With the STO-3G basis this molecule is about 9% less diamagnetic than with pcSseg-1, although the functional, B3LYP, is the same. The magnetisability, the magnetic moment induced per unit of field, drops in size from 754.7 to 684.0 in the units of the table. Hartree–Fock (HF) and the Sadlej pVTZ basis stray the other way, towards stronger diamagnetism. The other eleven rows lie in a band only about 2% wide.

PySCF 2.14.0, non-relativistic HF and Kohn–Sham DFT with gauge-including atomic orbitals (GIAO) and density fitting, for C3H4FP (SMILES `[H]/P=C(/F)C=C`) in the gas phase. Every row uses the same conformer, at its PBE0-D3(BJ)/def2-SVP geometry. Both columns give isotropic values, without vibrational averaging.

```
               level  magnetisability (1e-30 J/T^2)  susceptibility (1e-6 cm^3/mol)
     HF/aug-pcSseg-1                         -794.7                          -47.86
   B3LYP/Sadlej pVTZ                         -775.6                          -46.71
wB97X-D/aug-pcSseg-1                         -757.3                          -45.60
  X3LYP/aug-pcSseg-1                         -754.9                          -45.46
      B3LYP/pcSseg-1                         -754.7                          -45.45
         B3LYP/6-31G                         -754.6                          -45.44
       B3LYP/pcseg-1                         -752.8                          -45.34
    LDA/aug-pcSseg-1                         -747.7                          -45.02
   B3LYP/6-311G(d,p)                         -746.1                          -44.93
    PBE/aug-pcSseg-1                         -744.4                          -44.83
HCTH407/aug-pcSseg-1                         -741.6                          -44.66
   OPBE/aug-pcSseg-1                         -741.4                          -44.65
  B3LYP/ANO-RCC-VDZP                         -739.9                          -44.56
        B3LYP/STO-3G                         -684.0                          -41.19
```

The figures worth remembering are 65 and 20. In units of $10^{-6}\ \mathrm{cm^3/mol}$, the spread of the electrons around the nuclei contributes about −65 to the susceptibility, which is the magnetisability expressed per mole. The field also mixes excited states into the ground state, and this gives back about +20. The sum is the −45 found in most rows, so a level of theory can go astray through the size of the electron cloud or through the ease with which the field sets up currents in it.

These two parts become visible only after a large common piece has been removed. For a field along one axis through the centre of mass,

$$\chi=-K\Big(\sum_i\langle\rho_i^2\rangle-\sum_A Z_A\rho_A^2\Big)+\Big(\chi_{\rm mix}-K\sum_A Z_A\rho_A^2\Big).$$

Here $\chi$ is the susceptibility, $K$ a positive constant, $\rho$ the distance of electron $i$ or nucleus $A$ from the axis, $Z_A$ the nuclear charge and $\chi_{\rm mix}$ the full mixing term. The nuclear term $K\sum_A Z_A\rho_A^2$, 385 on average over the three axes, depends only on the geometry, which is the same in every row, and it follows from the rotational g factors of the same calculations. The first term, with its factor $-K$, is the local spread and the second the local mixing. Their sum does not depend on the chosen origin, but the division between them does to some extent, so small shifts in one part deserve little weight.

STO-3G fails mainly in the spread. That term shrinks in size by 7.6 against pcSseg-1, while the mixing falls by 3.4; the net loss of diamagnetism is therefore about 4. A minimal basis has one fixed function for each atomic orbital, so the outer cloud cannot adjust its size when the atoms bond, and here it comes out too compact. The 6-31G basis, which gives each valence orbital two functions but adds no polarisation functions, brings both parts back to within 0.3 of pcSseg-1. A minimal basis also offers few empty orbitals from which the field could build currents. That probably weakens the second part, although for one of the two in-plane fields the mixing does not fall.

HF differs in the other part, though without a reference value this is no verdict on its accuracy. Compared with the PBE functional in the same basis, its susceptibility is 3.0 more negative, and 2.6 of this comes from weaker mixing. The cloud has hardly changed, but it responds less readily to the field. The change is largest for a field along the long axis of this planar molecule. A field in the plane can mix in-plane orbitals, such as the phosphorus lone pair, with the π orbitals, and the local mixing is indeed much larger for in-plane fields than for a perpendicular one. This does not settle why the long axis stands out, since the other in-plane field has more local mixing but changes less.

It is tempting to blame the wide gap between occupied and empty orbitals in HF, 3.3 times that of PBE. If mixing went as one over this gap, it would fall from 20 to 6, whereas HF gives 17. The HF gap is not an excitation energy: exact exchange moves the occupied and empty orbitals apart in energy, then enters the magnetic response and takes back much of that cost. PBE has no such feedback, because its exchange and correlation depend only on the density and its gradient, and a magnetic field leaves the density of a closed-shell molecule unchanged to first order. Many excitations beyond the lowest also contribute. The mixing that is still missing, about 13% of the PBE value, may be due to exact exchange, but HF also lacks electron correlation, and this comparison does not separate the two.

A simple estimate tests the role of exact exchange. The four functionals without it (LDA, PBE, HCTH407 and OPBE) average −44.79, and X3LYP contains roughly 22% of it. Linear interpolation towards HF gives $0.78\times(-44.79)+0.22\times(-47.86)=-45.47$, against −45.46 computed for X3LYP, a row not used in the estimate. The agreement flatters the model, because spread and mixing are each wrong by 0.4 and the errors cancel. The rule thus matches this one total without describing its parts. The functional wB97X-D, which has full exact exchange at long range, warns against extending it: its mixing is about 1 weaker than in X3LYP, but its spread is also about 0.8 smaller in size, so its total is only 0.14 more negative. OPBE shows a similar pairing without any exact exchange: its spread is 1.0 smaller in size than that of PBE and its mixing 0.8 weaker. Weak mixing alone is therefore no proof of exact exchange at work.

Sadlej pVTZ sits next to HF in the table because it too has weak mixing. Its susceptibility is 1.3 more negative than with pcSseg-1, while the spread is the same to within 0.1. A basis can therefore give a cloud of the same size and still describe its magnetic response differently. The shift is not uniform: the susceptibility is more negative by 2.7 and 2.0 for the two in-plane fields, but less negative by 0.9 for the perpendicular one. A general lack of freedom for the induced currents would not explain that rise. Diffuse functions alone are an unlikely cause too, since X3LYP, a close relative of B3LYP, stays at −45.46 in the diffuse aug-pcSseg-1 basis. These runs do not establish what the cause is.

Close totals can hide similar differences. The small 6-31G basis matches pcSseg-1 almost exactly because changes of about 0.25 in the two parts cancel, and single directions differ by up to 0.8. ANO-RCC-VDZP is 0.9 less negative than pcSseg-1, mostly through a smaller spread. It was built for relativistic calculations and used here in a non-relativistic one, so its shift should not be read as an ordinary basis effect. The printed analysis after this text gives both parts for every row.

Printed output of the fit:

```
Local parts and changes against PBE (methods) or pcSseg-1 (basis sets), 1e-6 cm^3/mol:
                   row  spread  mixing  change_total  change_spread  change_mixing  change_a  change_b  change_c
       HF/aug-pcSseg-1  -65.23   17.37         -3.03         -0.421         -2.608    -4.663    -2.578    -1.846
     B3LYP/Sadlej pVTZ  -64.76   18.05         -1.26       -0.03667         -1.223    -2.665    -2.049     0.934
  wB97X-D/aug-pcSseg-1   -64.2    18.6         -0.77          0.602         -1.377    -1.203    -0.678    -0.443
    X3LYP/aug-pcSseg-1  -65.03   19.56         -0.63        -0.2223        -0.4117    -1.046    -0.649    -0.207
        B3LYP/pcSseg-1  -64.72   19.27             0              0              0         0         0         0
           B3LYP/6-31G  -64.47   19.02          0.01          0.252         -0.247     0.264     0.574    -0.823
         B3LYP/pcseg-1  -64.75   19.42          0.11          -0.03          0.144     0.114     0.235    -0.007
      LDA/aug-pcSseg-1  -64.77   19.75         -0.19          0.035        -0.2303    -0.046     0.193    -0.733
     B3LYP/6-311G(d,p)  -64.56   19.63          0.52         0.1607          0.359     0.247      1.07     0.242
      PBE/aug-pcSseg-1  -64.81   19.98             0              0              0         0         0         0
  HCTH407/aug-pcSseg-1  -64.47   19.81          0.17          0.339        -0.1673     0.128     0.075     0.312
     OPBE/aug-pcSseg-1  -63.79   19.14          0.18          1.015         -0.834     0.398     0.141     0.005
    B3LYP/ANO-RCC-VDZP  -63.92   19.36          0.89          0.796        0.09333     0.721     1.347       0.6
          B3LYP/STO-3G  -57.11   15.92          4.26          7.611          -3.35      5.12     8.298    -0.636
Common nuclear part taken out of both terms, mean, 1e-6 cm^3/mol: 385.1
PBE local mixing, field along a (in plane), 1e-6 cm^3/mol: 23.01
PBE local mixing, field along b (in plane), 1e-6 cm^3/mol: 30.95
PBE local mixing, field along c (perpendicular), 1e-6 cm^3/mol: 5.962
HF against PBE, change of local mixing in percent: -13.06
HF against PBE, change of total in percent: 6.759
HOMO-LUMO gap of HF over that of PBE: 3.293
HF local mixing if it went as one over the gap, from PBE, 1e-6 cm^3/mol: 6.065
X3LYP total interpolated between pure mean and HF, 1e-6 cm^3/mol: -45.47
X3LYP spread, interpolated less computed, 1e-6 cm^3/mol: 0.4006
X3LYP mixing, interpolated less computed, 1e-6 cm^3/mol: -0.4023
STO-3G against pcSseg-1, change of total in percent: -9.373
```
